Strain–phonon coupling and the mode Grüneisen tensor from cubic force constants

A homogeneous strain shifts every phonon frequency. To first order the shift is fixed by the cubic force constants of the unstrained crystal, the same ones that drive three-phonon scattering. This page derives the formula, its internal-strain term and its form for degenerate modes, and applies it to the Raman mode of diamond under [111] stress.

1. Premises and conventions

Atom k of cell l has mass m_k and equilibrium position x(lk) = R_l + τ_k. Cartesian indices a, b, c, d, e are summed when repeated.

(P1) The nuclei move on one adiabatic energy surface, expanded about positions where all forces vanish:
U = U0 + H2 + H3 + ...,
H2 = (1/2) Σ Φ_ab(lk, l'k') u_a(lk) u_b(l'k'),
H3 = (1/6) Σ Φ_abc(lk, l'k', l''k'') u_a(lk) u_b(l'k') u_c(l''k'').
The Φ are derivatives of U, so they are symmetric under exchange of (index, atom) pairs and unchanged when all cell labels shift together.
(P2) U is invariant under rigid translation. A uniform u changes neither forces nor force constants:
Σ_{l'k'} Φ_ab(lk, l'k') = 0,  Σ_{l''k''} Φ_abc(lk, l'k', l''k'') = 0.   (1)
(P3) U is invariant under rigid rotation.
(P4) The Φ decay fast enough that sums weighted by one power of distance converge absolutely.
(P5) "Frequency" means the harmonic frequency of the strained crystal.

A phonon is v_a(lk) = m_k^(−1/2) e_a(k|qj) exp(iq·R_l − iωt), with the phase of the cell and not of the atom. Then D e = ω² e, e†e = 1, and
D_ab(kk'|q) = (m_k m_k')^(−1/2) Σ_{l'} Φ_ab(0k, l'k') exp(iq·R_l').   (2)
Strain η is positive for extension and is the tensor strain (η_xy is half the engineering shear). The mode Grüneisen tensor is defined by
δ ln ω(qj) = − γ_cd(qj) η_cd,   (3)
with xy and yx counted separately. For η = ε·1 the volume changes by 3ε, so the scalar γ = −d ln ω/d ln V is (1/3) tr γ_cd.

2. Substitution in the Hamiltonian

Split the displacement into a static part and a phonon part:
u_a(lk) = ū_a(lk) + v_a(lk),  ū_a(lk) = η_ad x_d(lk) + s_a(k).   (4)
The shifts s(k) are the same in every cell and move the sublattices against each other. Collect powers of v, to first order in η.

Linear in v: H2 gives Σ v_a Φ_ab ū_b, the force that the strain leaves on each atom. It must vanish, which fixes s (section 3). The ū²v term of H3 is of order η².

Quadratic in v: H3 has three equal terms of type ū v v, and 3 × 1/6 = 1/2, so it adds (1/2) Σ δΦ_ab v_a v_b to H2, with
δΦ_ab(lk, l'k') = Σ_{l''k''} Φ_abc(lk, l'k', l''k'') ū_c(l''k'').   (5)
Quartic constants first enter as ū²v², of order η².

Although ū grows with distance, δΦ is well behaved. Adding a constant vector y to all x adds η_cd y_d Σ Φ_abc = 0 by (1). So the origin is arbitrary, x(l''k'') may be replaced by x(l''k'') − x(lk), the sum converges by (P4), and δΦ depends on l' − l only. The strained problem is periodic in the old cell labels and exp(iq·R_l) still block-diagonalises it. Holding q fixed in (2) means holding q·R_l fixed, that is, the reduced coordinates of q. The Cartesian wave vector in the strained crystal is (1 + η)^(−T) q.

3. Internal strain

Force balance on atom 0k reads
A_a,cd(k) η_cd + Σ_{l'k'} Φ_ab(0k, l'k') s_b(k') = 0,  A_a,cd(k) = Σ_{l'k'} Φ_ac(0k, l'k') x_d(l'k').   (6)
Expand s in the real zone-centre eigenvectors, s_a(k) = m_k^(−1/2) Σ_ν e_a(k|0ν) Q_ν. The second term of (6) becomes m_k^(1/2) Σ_ν ω_ν² e_a(k|0ν) Q_ν. Multiply by m_k^(−1/2) e_a(k|0ν) and sum over a and k:
ω_ν² Q_ν = − Σ_k m_k^(−1/2) e_a(k|0ν) A_a,cd(k) η_cd.   (7)
For the three acoustic ν the left side is zero. So is the right side, which is proportional to Σ_k A_a,cd(k) η_cd: this is the derivative of the energy per cell with respect to a uniform shift, zero at any strain by (P2). The acoustic Q_ν stay free and drop out of (5) by (1). The optical ones give s_a(k) = Λ_a,cd(k) η_cd with
Λ_a,cd(k) = − Σ_{ν optical} m_k^(−1/2) e_a(k|0ν) ω_ν^(−2) Σ_{k'} m_k'^(−1/2) e_b(k'|0ν) A_b,cd(k').   (8)
Only modes that transform like a component of strain are driven, and these are the Raman-active ones. If every atom sits on an inversion centre, A(k) = 0 and Λ = 0.

4. The frequency shift

Insert (5) in (2) to get δD = η_cd ∂D/∂η_cd, which is Hermitian. Vary D e = ω² e and multiply by e†. The terms in δe cancel because e†D = ω² e†, leaving δ(ω²) = e† δD e for a non-degenerate mode. With δ ln ω = δ(ω²)/(2ω²), definition (3) gives γ_cd = γ_cd(clamped) + γ_cd(internal):

γ_cd(qj) = − 1/(2ω²) Σ_{k, l'k', l''k''} e*_a(k|qj) e_b(k'|qj) (m_k m_k')^(−1/2) exp(iq·R_l') × [Φ_abc(0k, l'k', l''k'') x_d(l''k'') + Φ_abe(0k, l'k', l''k'') Λ_e,cd(k'')].   (9)

The lever arm x_d is the full atomic position R_l'' + τ_k'', while the phase carries the cell vector only.

Degenerate levels. If modes j, j' share the frequency ω, first-order theory requires diagonalising
M_jj' = e†(qj) δD e(qj')   (10)
inside the level, and the eigenvalues are the δ(ω²). Equation (9) then holds for each eigenvector of M. These depend on the strain applied, so a degenerate branch has no γ_cd of its own.

Symmetry in c, d. Let η = Ω be antisymmetric, an infinitesimal rotation. By (P3) the forces stay zero, so A_a,cd Ω_cd = 0 and s = 0. Each 3×3 block of force constants turns as Φ → (1 + Ω)Φ(1 + Ω)^T, so δD = ΩD − DΩ at fixed q·R_l. Between two eigenvectors this is (ω_j'² − ω_j²) e†(j) Ω e(j'), which is zero inside a level. Hence γ_cd = γ_dc, provided the Φ obey (P3). A numerical γ_cd that comes out unsymmetric signals force constants that break rotational invariance.

5. Long-wave limit of the three-phonon vertex

Write u_a(lk) = Σ_{qj} (ħ/2N m_k ω)^(1/2) e_a(k|qj) exp(iq·R_l) B_qj, with B_qj = a_qj + a†_(−q)j, N cells and e(−q) = e*(q). Then H3 = Σ V3(1,2,3) B_1 B_2 B_3 over wave vectors that add to a reciprocal lattice vector, with
V3 = (1/6) N^(−1/2) (ħ/2)^(3/2) (ω_1 ω_2 ω_3)^(−1/2) W,
W(1,2,3) = Σ_{k, l'k', l''k''} Φ_abc(0k, l'k', l''k'') e_a(k|1) e_b(k'|2) e_c(k''|3) (m_k m_k' m_k'')^(−1/2) exp(iq_2·R_l' + iq_3·R_l'').   (11)
Take 1 = (−q − Q, j), 2 = (q, j) and 3 an acoustic mode of small wave vector Q and unit polarisation ε. Its amplitude U_b(k) = m_k^(−1/2) e_b(k) obeys Σ Φ_ab(0k, l'k') U_b(k') exp(iQ·R_l') = m_k ω_Q² U_a(k), and the right side is of order Q². Put U(k) = M_c^(−1/2) [ε + iQ·τ_k ε + s(k)], with M_c the mass of the cell. At order Q the equation is Σ Φ_ab [i ε_b Q_d x_d(l'k') + s_b(k')] = 0, which is (6) for η_cd = i ε_c Q_d. Therefore
U_e(k'') exp(iQ·R_l'') = M_c^(−1/2) [ε_e + i ε_e Q_d x_d(l''k'') + i Λ_e,cd(k'') ε_c Q_d] + O(Q²),
up to a uniform vector. In (11) uniform terms vanish by (1) for every pair 0k, l'k', so the O(Q) change of eigenvector 1 multiplies zero. What remains is the bracket of (9):
W(−q − Q j, q j, Q ε) = − 2i ω² M_c^(−1/2) γ_cd(qj) ε_c Q_d + O(Q²).   (12)
The vertex vanishes at Q = 0. The Grüneisen tensor is the slope of W, and V3 goes as Q/ω_Q^(1/2), that is, as Q^(1/2). The internal term appears only if the acoustic eigenvector is kept to first order in Q. By (7) and (11) it can also be written γ_cd(internal) = −(1/2ω²) Σ_ν W(−qj, qj, 0ν) ∂Q_ν/∂η_cd.

6. The zone-centre triplet of the diamond structure

Atom A is at 0 and atom B at (a/4)(1,1,1), both of mass m. The bonds from A are b_n = d n_n, with d = √3 a/4 and √3 n_n = (1,1,1), (1,−1,−1), (−1,1,−1), (−1,−1,1). At q = 0 everything follows from the energy per cell E(η, w), w = u(B) − u(A). The optical eigenvectors are e(B) = −e(A) = ê/√2. Setting u(B) = −u(A) = w/2 in H2 shows that the 3×3 optical block of D is (2/m) K_ab, K_ab = ∂²E/∂w_a∂w_b = K δ_ab, and ω0² = 2K/m.

Inversion through a bond centre swaps A and B and reverses u, so w is even and the tetrahedral site symmetry decides the form of each tensor.
(a) The only third-rank form is |ε_abc| (1 if a, b, c all differ, else 0). The internal strain is w_z = −ζ (a/2) η_xy and cyclic, which defines the Kleinman parameter ζ. For ζ = 1 a shear leaves all bond lengths unchanged. The cubic term in w is T w_x w_y w_z.
(b) M is a symmetric tensor linear in η, so it has three constants, here dimensionless:
M_xx = ω0² [p η_xx + q (η_yy + η_zz)],  M_xy = 2 r ω0² η_xy, and cyclic.   (13)
Hydrostatic strain gives γ = −(p + 2q)/6. The internal term of (9) is δK_xy = T w_z, which touches r only:
r = r_c − ζ a T/(4K),   (14)
with r_c the clamped part.

Uniaxial stress X along [111], tension positive, is σ_ab = X/3 for all a, b. Hooke's law gives tr η = X/(C11 + 2C12), shared equally by the diagonal, and σ_xy = 2 C44 η_xy gives η_xy = η_yz = η_zx = X/(6 C44), with C44 the relaxed-ion constant that experiment yields. Then M/ω0² = −2γ tr η · 1 + 2 r η_xy J, where J has zeros on the diagonal and ones elsewhere. J has eigenvalue 2 for polarisation along [111] (singlet) and −1 twice for polarisation across it (doublet). With δω = δ(ω²)/(2ω0):
δω_s = ω0 (−γ tr η + 2 r η_xy),  δω_d = ω0 (−γ tr η − r η_xy),  δω_s − δω_d = r ω0 X/(2 C44).   (15)
For the singlet eigenvector (9) gives γ_xx = γ and γ_xy = −r/3.

7. A model for the cubic constants

Let K and the cubic constants come from a nearest-neighbour potential φ(r) with φ'(d) = 0, φ''(d) = f, φ'''(d) = λ f/d. Differentiating φ(|r|) three times at r = d n gives
φ_abc = (f/d) [−G n_a n_b n_c + δ_ab n_c + δ_ac n_b + δ_bc n_a],  G = 3 − λ.
A pair potential couples only the two ends of a bond, so (5) reduces to δK_ab = Σ_n φ_abc(b_n) (η_cd b_n,d + w_c). The bond sums are Σ n_a = 0, Σ n_a n_b = (4/3) δ_ab, Σ n_a n_b n_c = (4/3√3)|ε_abc|, and Σ n_a n_b (n·η·n) = (4/9) tr η for a = b and (8/9) η_ab for a ≠ b. They follow from the fact that the three signs of each bond multiply to +1. So K = 4f/3, T = −16 G f/(9a), and
δK_ab/K = [(1 − G/3) tr η] δ_ab + 2 η_ab − (2G/3) η_ab (1 − δ_ab) + (T/K)|ε_abc| w_c.
Reading off (13) and (14): q = 1 − G/3, p = q + 2, r_c = 1 − G/3. From γ = −(p + 2q)/6 one finds G = 5 + 6γ, and
r = 1 − (5 + 6γ)(1 − ζ)/3.   (16)
Left to itself this potential has ζ = 1 and C44 = 0. Non-central forces set both, so ζ and C44 are taken from outside and the non-central cubic constants are dropped. The model is a hybrid.

8. Range of validity

Equation (9) is exact to first order in η under (P1)–(P5). It needs these cautions.
- Second order. If each further derivative of φ brings a factor of about |λ|/d, the relative correction is |λ| times the bond strain (size in section 9).
- Near crossings, where δ(ω²) is comparable with the gap in ω² to another branch, (10) must span both branches.
- For acoustic modes at small q, both numerator and ω² go as q². The limit depends on direction, and small violations of (1) or (P3) are amplified by 1/ω².
- In polar crystals dipole forces break (P4). The non-analytic part of D and its strain derivative need separate treatment, and in piezoelectrics Λ depends on whether the field or the displacement field is held fixed. Diamond is free of this: its compiled static and high-frequency dielectric constants are both 5.7 (Ioffe Institute; Skelton 2020), so the optical mode carries no dipole.
- In metals, long-ranged constants near Kohn anomalies strain (P4), and (P1) can fail.
- A measured line includes the anharmonic self-energy, typically one or two per cent of ω0 in diamond. Its strain derivative is outside (P5). Soft modes, where it is large, are outside the method.

9. Numbers: diamond under 1 GPa of [111] compression

Compiled measured values: ω0 = 1332 cm⁻¹ (arXiv:cond-mat/0412643, temperature not stated); C11 = 1079, C12 = 124, C44 = 578 GPa (Ioffe Institute, 300 K). Typical values, used as inputs: a = 3.567 Å, m = 12.011 u, γ = 1.0, ζ = 0.13 (quoted values typically spread from about 0.1 to 0.2).

Harmonic test. Under η = ε·1 the energy per cell is 4 × (f/2)(d ε)², to be set equal to (9/2) B ε² a³/4 with 3B = C11 + 2C12 = 1327 GPa. This gives f = a (C11 + 2C12) = 473 N/m and ω0 = (8f/3m)^(1/2), or 1.34×10³ cm⁻¹, close to the compiled 1332 cm⁻¹, which was not fitted. This supports K = 4f/3 and says nothing about the cubic terms.

Cubic constants. G = 11, λ = −8, T = −1.6×10² eV/Å³. Then r_c = −2.67, the internal term is ζG/3 = +0.48, and r = −2.19. The singlet has γ_xy = 0.73 beside γ_xx = 1.0.

Strain for X = −1 GPa. tr η = −7.54×10⁻⁴, η_xy = −2.88×10⁻⁴, and each component of w is +6.7×10⁻⁵ Å, so B moves along [111] and relieves the squeezed bond. The strain of that bond is tr η/3 + 2(1 − ζ) η_xy = −7.5×10⁻⁴, so the second-order correction is about 0.006 of the shift per GPa.

Shifts. The hydrostatic part of (15) is +1.00 cm⁻¹, which is just the input γ returned. The shear parts are +1.68 (singlet) and −0.84 cm⁻¹ (doublet). The model's shifts in cm⁻¹ per GPa of compression, from unrounded intermediates:

ζ = 0 (clamped): r = −2.67, singlet +3.1, doublet −0.02, splitting 3.1
ζ = 0.13: r = −2.19, singlet +2.7, doublet +0.16, splitting 2.5
ζ = 0.20: r = −1.93, singlet +2.5, doublet +0.26, splitting 2.2

The singlet, which squeezes further the bond already shortened, lies above the doublet. At ζ = 0.13 internal strain cuts the splitting by 18 per cent, and it decides the sign of the doublet shift, which is a small difference of two terms near 1 cm⁻¹.

How far the model misses, as typical knowledge and not as measurement: it gives p − q = +2, while about −1 is typical for diamond, so the sign of the [001] splitting is wrong and the dropped non-central cubic terms are worth about 3 units in p − q. That combination does not enter under [111] stress, but terms of the same origin could move r by an amount of order one, more than the spread in the table. The doublet shift at ζ = 0.13 is roughly half the typical 0.3 cm⁻¹/GPa. The model's result is a splitting of 2.5 cm⁻¹/GPa with the singlet on top. The second figure describes the model only, and a value for diamond itself needs (9) with the full set of Φ_abc.